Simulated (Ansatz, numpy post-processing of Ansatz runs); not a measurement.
# Band gap, band edges and electron mass of Ge under uniaxial strain along [110], from r2SCAN with spin-orbit coupling

The band edges of diamond-structure Ge are calculated for strains imposed along [110], with the two transverse axes free of stress. Strain is measured from the cell relaxed with the same functional, and each gap from the valence top of the same strained cell. The question is how the gap, the lowest conduction valley, the electron mass and the valence splitting respond. This matters for strained transistor channels and for light emitters, because a Γ valley gives light electrons and direct recombination, while L valleys give heavier electrons and an indirect gap. The unstrained calculation puts the conduction minimum at Γ, whereas real Ge has it at L. The strain at which the valleys exchange order therefore belongs to this level of theory and not to the material.

## Method

Ge (diamond), space group 227, 2 atoms in the cell, from the Crystallography Open Database. The reference is the cell relaxed to zero pressure with this functional (primitive vectors 4.010, 4.010, 4.010 angstrom). A strain is imposed along [110]; the two axes across it are adjusted until their stresses vanish, and ions are relaxed to the run's tolerance. Ansatz 0.2.0, plane waves with PAW potentials (set ansatz_paw_generated_soft_1), r2SCAN, with spin-orbit coupling, no spin polarisation, no Hubbard U; cutoff 500 eV, self-consistent k meshes 8x8x8. Band extrema were located on a dense mesh in each cell and refined; masses are central differences at 0.008 and 0.03 1/angstrom. Points of the series that are not tabled: +2 per cent strain (gap 0.076 eV, closed or under 0.1 eV).

Notes on method and selection:

- Semilocal Kohn-Sham gaps lie below measured gaps, and light masses that scale with the gap come out too small.
- Transitions to other structures, dislocations and cracks are not considered.
- The strain of the free axis follows from the ratios of the elastic constants.
- In some or all of these runs the relaxation's check for a lower neighbouring minimum was switched off (adjacent_minimum: false), so a lower one is not excluded.
- A blank cell means that the quantity is not defined for the row (degenerate or flat band, gap under 0.12 eV, no such level or valley in the search window, times from unlike processors), was not computed, or did not pass its check.
- Runs that did not converge, have known faults or may not be shown are not listed, and runs on Ansatz's PAW sets soft_1 and soft_2 are kept to separate tables.

Columns:

- imposed strain (per cent): axial strain imposed, positive in tension.
- free strain (per cent): resulting strain along the first free axis, normal to the strain axis and to z.
- edges: where the valence-band maximum and the conduction-band minimum lie in the zone.
- band gap (eV): fundamental Kohn-Sham gap (generalised Kohn-Sham for meta-GGA and hybrids), conduction-band minimum minus valence-band maximum.
- electron mass (m_e): electron conductivity mass of the lowest valley, in free-electron masses.
- valence splitting (eV): depth of the next valence level below the valence top, at the same point of the zone, listed up to 1.2 eV; left blank at zero strain, where the two upper levels coincide and only the spin-orbit split-off level lies below them.
- next valley (eV): height of the next conduction valley above the lowest one, where one lies within the search window.

## Results

| member | side | imposed strain (per cent) | free strain (per cent) | edges | band gap (eV) | electron mass (m_e) | valence splitting (eV) | next valley (eV) |
| --- | --- | --- | --- | --- | --- | --- | --- | --- |
| −2.0 per cent | compression | −2.0 | 0.04 | Gamma to L (2 valleys, oblique to the axis) | 0.178 | 0.1160 | 0.1680 | 0.1071 |
| −1.5 per cent | compression | −1.5 | 0.03 | Gamma to L (2 valleys, oblique to the axis) | 0.226 | 0.1160 | 0.1205 | 0.0676 |
| −1.0 per cent | compression | −1.0 | 0.03 | Gamma to L (2 valleys, oblique to the axis) | ? | ? | ? | ? |
| −0.5 per cent | compression | −0.5 | 0.02 | Gamma to Gamma | 0.291 | 0.0175 | 0.0363 | 0.0195 |
| +0.0 per cent | compression | 0.0 | 0.00 | Gamma to Gamma | 0.281 | 0.0162 | – | 0.0665 |
| +0.0 per cent | tension | 0.0 | 0.00 | Gamma to Gamma | 0.281 | 0.0162 | – | 0.0665 |
| +0.5 per cent | tension | 0.5 | −0.02 | Gamma to Gamma | 0.233 | 0.0147 | 0.0313 | 0.0588 |
| +1.0 per cent | tension | 1.0 | −0.02 | Gamma to Gamma | 0.182 | 0.0130 | 0.0580 | 0.0537 |
| +1.5 per cent | tension | 1.5 | −0.03 | Gamma to Gamma | 0.130 | 0.0110 | 0.0808 | 0.0491 |

Cells marked ? are withheld until the estimate has been made.

Least-squares fits to the members shown, with x = imposed strain (per cent); R² and errors in the fitted variable (y, or ln y where the fit is in ln y):

| y | side | members | fit | R² | rms residual | leave-one-out rms | the same for the mean of the others |
| --- | --- | --- | --- | --- | --- | --- | --- |
| band gap (eV) | compression | 4 | y = 0.2982 + 0.05420 x | 0.89 | 0.015 | 0.034 | 0.061 |
| band gap (eV) | tension | 4 | y = 0.2821 − 0.1008 x | 1.00 | 0.0010 | 0.0026 | 0.075 |
| electron mass (m_e) | compression | 4 | y = 0.006805 − 0.05962 x | 0.90 | 0.015 | 0.029 | 0.066 |
| electron mass (m_e) | tension | 4 | y = 0.01632 − 0.003460 x | 1.00 | 1.3×10⁻⁴ | 3.2×10⁻⁴ | 0.0026 |

## Reading the trend

Tension closes the gap almost linearly, from 0.281 eV at zero strain to 0.130 eV at +1.5 per cent: (0.130 − 0.281) / 1.5 = −0.101 eV per per cent. Compression of 0.5 per cent raises it by only 0.010 eV, while the same tension lowers it by 0.048 eV.

Two effects account for this asymmetry. The change of volume moves the antibonding s-like Γ edge down in tension and up in compression. The shear part of the strain splits the upper valence levels and raises the valence top for either sign. At ±0.5 per cent the part of the gap change common to both signs is (0.291 + 0.233) / 2 − 0.281 = −0.019 eV. Half the valence splitting, the rise expected if the levels part evenly about their mean, is 0.018 eV in compression and 0.016 eV in tension, which is nearly the whole of it. The splitting itself grows with strain of either sign, to 0.1205 eV at −1.5 per cent and 0.0808 eV at +1.5 per cent.

In compression the shear also separates the four L valleys and lowers the two oblique to the axis. These form the conduction edge from −1.0 per cent on, and the gap then falls, to 0.178 eV at −2.0 per cent. The electron mass rises from 0.0175 at −0.5 per cent to 0.1160 at −1.5 per cent, a factor of 6.6, because a different valley is occupied. A single line through the masses on this side has no physical meaning.

Within the Γ valley the mass follows the gap, since coupling to nearby valence levels makes the electron light. It falls more slowly than the gap: at +1.5 per cent the mass is 0.0110 / 0.0162 = 0.68 of its unstrained value and the gap 0.130 / 0.281 = 0.46. Only the top valence level comes that close; the next lies 0.130 + 0.0808 = 0.211 eV below the conduction edge. As semilocal gaps are too small, these Γ masses are too light as well.

## An estimate before looking

Plain estimates from the members shown:

- −1.0 per cent (compression), fit at x = −1.0: 0.244 eV
- −1.0 per cent (compression), straight-line interpolation between −1.5 per cent and −0.5 per cent: w = (−1.0 − (−1.5)) / (−0.5 − (−1.5)) = 0.500, so 0.226 + 0.500 × (0.291 − 0.226) = 0.259 eV

Both plain estimates mix two valleys. The edge is at Γ for 0 and −0.5 per cent but at L for −1.0 per cent and beyond, so the L edge has to be followed by itself.

Its height above the valence top is the gap plus the next-valley height where Γ is lowest, taking that next valley to be L, as is usual for Ge. This gives 0.281 + 0.0665 = 0.3475 eV at zero strain and 0.291 + 0.0195 = 0.3105 eV at −0.5 per cent. At −1.5 and −2.0 per cent it is the gap itself, 0.226 and 0.178 eV. The four heights fall smoothly, slightly faster at larger compression.

The cubic through these points, evaluated at −1.0 per cent, is

(2/3) × (0.3105 + 0.226) − (1/6) × (0.3475 + 0.178) = 0.270 eV.

This is 0.011 eV above the straight-line interpolation, which starts from the lower Γ edge at −0.5 per cent.

The route can be tried on −1.5 per cent. A parabola through the other three heights gives 0.3105 + 0.5 × 0.178 − 0.5 × 0.3475 = 0.2258 eV, against 0.226 eV in the table. The miss is below the printed rounding. As this is a single test, the error bar is set wider, at 0.001 eV, the size of one printed step in the gap.

**Committed estimate, −1.0 per cent (compression): band gap = 0.270 ± 0.001 eV.**

## Result

| member | side | imposed strain (per cent) | free strain (per cent) | edges | band gap (eV) | electron mass (m_e) | valence splitting (eV) | next valley (eV) |
| --- | --- | --- | --- | --- | --- | --- | --- | --- |
| −1.0 per cent | compression | −1.0 | 0.03 | Gamma to L (2 valleys, oblique to the axis) | 0.270 | 0.1160 | 0.0763 | 0.0248 |

| member | estimate | band gap (eV) | computed | estimate − computed | miss in error bars |
| --- | --- | --- | --- | --- | --- |
| −1.0 per cent (compression) | committed | 0.270 | 0.270 | 0.000 | 0.0 |
| −1.0 per cent (compression) | fit | 0.244 | 0.270 | −0.026 |  |
| −1.0 per cent (compression) | interpolation | 0.259 | 0.270 | −0.012 |  |

The estimate of 0.270 eV agrees with the computed gap to the printed digit, inside its error bar of 0.001 eV. The interpolation was 0.012 eV too low and the straight-line fit 0.026 eV too low, because both join gaps that belong to different valleys.

Following the L edge by itself was the step that mattered. It relied on the next valley at 0 and −0.5 per cent being L, and the smooth run of L heights through the new row supports this.

The new row also shows what lowers the L gap. Between zero strain and −1.0 per cent it falls by 0.3475 − 0.270 = 0.078 eV. Half the valence splitting, 0.0763 / 2 = 0.038 eV, is the rise of the valence top if the two levels part evenly. The other 0.040 eV or so is then the net descent of the two oblique L valleys relative to the mean of those levels. The two contributions are about equal.

## Departures from the trend

Least-squares fits to the whole series, with x = imposed strain (per cent); R² and errors in the fitted variable (y, or ln y where the fit is in ln y):

| y | side | members | fit | R² | rms residual | leave-one-out rms | the same for the mean of the others |
| --- | --- | --- | --- | --- | --- | --- | --- |
| band gap (eV) | compression | 5 | y = 0.3034 + 0.05420 x | 0.83 | 0.017 | 0.035 | 0.052 |
| band gap (eV) | tension | 4 | y = 0.2821 − 0.1008 x | 1.00 | 0.0010 | 0.0026 | 0.075 |
| electron mass (m_e) | compression | 5 | y = 0.01672 − 0.05962 x | 0.75 | 0.024 | 0.037 | 0.061 |
| electron mass (m_e) | tension | 4 | y = 0.01632 − 0.003460 x | 1.00 | 1.3×10⁻⁴ | 3.2×10⁻⁴ | 0.0026 |

Largest departures from the fit to the whole series:

| member | side | band gap (eV) | fit | computed − fit | in rms residuals |
| --- | --- | --- | --- | --- | --- |
| +0.0 per cent | compression | 0.281 | 0.303 | −0.022 | 1.3 |
| +0.5 per cent | tension | 0.233 | 0.232 | +0.001 | 1.3 |
| −1.0 per cent | compression | 0.270 | 0.249 | +0.021 | 1.2 |
| +0.0 per cent | tension | 0.281 | 0.282 | −0.001 | 1.1 |

The largest departures are on the compression side, −0.022 eV at zero strain and +0.021 eV at −1.0 per cent, and they come from the shape of the fit. The gap first rises with compression while the edge is at Γ, then falls once it is at L. A straight line through such a course lies too high at both ends and too low in the middle, and the row at −2.0 per cent accordingly falls below it too: the line gives 0.3034 − 0.05420 × 2.0 = 0.195 eV there, against 0.178 eV in the table. Neither member is unusual once the valleys are followed separately.

The departures of 0.001 eV in tension are about one printed step of the gap. They reflect a slight curvature, as the gap falls a little faster at larger tension.

## Rules of thumb and their limits

From 0 to +1.5 per cent the gap falls by about 0.010 eV for each 0.1 per cent of tension, and a straight line predicts an omitted member to about 0.003 eV. In compression each valley has to be followed separately. The L edge lies 0.0195 eV above Γ at −0.5 per cent and 0.0248 eV below it at −1.0 per cent, so the two cross near −0.5 − 0.5 × 0.0195 / (0.0195 + 0.0248) = −0.72 per cent. Beyond the crossing the electron mass stays at 0.1160 in all three rows.

The largest omission is the semilocal gap error. It makes the gap too small by some tenths of an eV, more than the whole spread of the table, 0.291 − 0.130 = 0.161 eV. It also places Γ too low relative to L, so the crossing at −0.72 per cent should not be expected in real Ge, where L is already lowest without strain.
